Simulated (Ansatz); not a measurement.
Abstraction of F: CH2F2 + C3H8B → CH2F + C3H8BF

Gas-phase species: CH2F2 (difluoromethane) `FCF`, singlet; C3H8B `C[B]CC`, doublet; CH2F `[CH2]F`, doublet; C3H8BF `CCB(C)F`, singlet. A radical takes F: the energy is the difference in strength between the C–F bond broken and the B–F bond made.

Shapes, held fixed at every level: PBE0-D4/def2-TZVP. Flexible molecules stand in one conformer, not always the lowest. Programs: Ansatz 0.2.0. The zero-point and thermal change to 298 K, harmonic and unscaled (PBE0-D4/def2-TZVP), is -4.9 kJ/mol.

```tsv
level	kind	ΔH(298 K) (kJ/mol)	less CCSD(T)/CBS estimate
SPW92/def2-TZVPP	LDA	-198.6	+15.0
BHLYP-D4/def2-TZVPP	global hybrid	-220.5	-6.9
wB97M-V/def2-TZVPP	range-separated hybrid	-218.4	-4.8
B2PLYP/def2-TZVPP	double hybrid	-216.4	-2.8
CCSD(T)/def2-SVP	coupled cluster or CI	-218.2	-4.6
CCSD/def2-TZVPP	coupled cluster or CI	-214.9	-1.3
CCSD(T)/CBS estimate	coupled cluster or CI	-213.6	0.0
```

The highest level, CCSD(T)/CBS estimate, gives ΔH(298 K) = -213.6 kJ/mol; the levels span -220.5 to -198.6. The column of differences is taken from that level and isn't an error. No measured value is set beside it here. Open shells run unrestricted. The CBS estimate extrapolates MP2 from def2-TZVPP and def2-QZVPP and adds CCSD(T) − MP2 in the triple-zeta set, cores frozen.

Fluorine transfer from difluoromethane to the dialkylboryl radical is strongly exothermic at every level, with the CCSD(T)/CBS estimate at -213.6 kJ/mol. The B–F bond made is therefore much stronger than the C–F bond broken. Boron is less electronegative than carbon, so its bond to fluorine is more polar and gains more from electrostatic attraction. The boryl radical also pairs its σ-type electron with fluorine while keeping a formally empty p orbital, into which the fluorine lone pairs can donate. Carbon in difluoromethane has no comparable low-lying vacancy, although its geminal fluorines stabilise each other through donation into the C–F σ* orbitals, which offsets a little of the driving force.

SPW92 stands apart as the least exothermic level, probably because its overbinding is larger for the C–F bond than for the B–F bond; every other approximate level lies slightly on the exothermic side of the reference. The closeness of CCSD/def2-TZVPP to that reference doesn't show that triples are unimportant, since the basis changes as well.
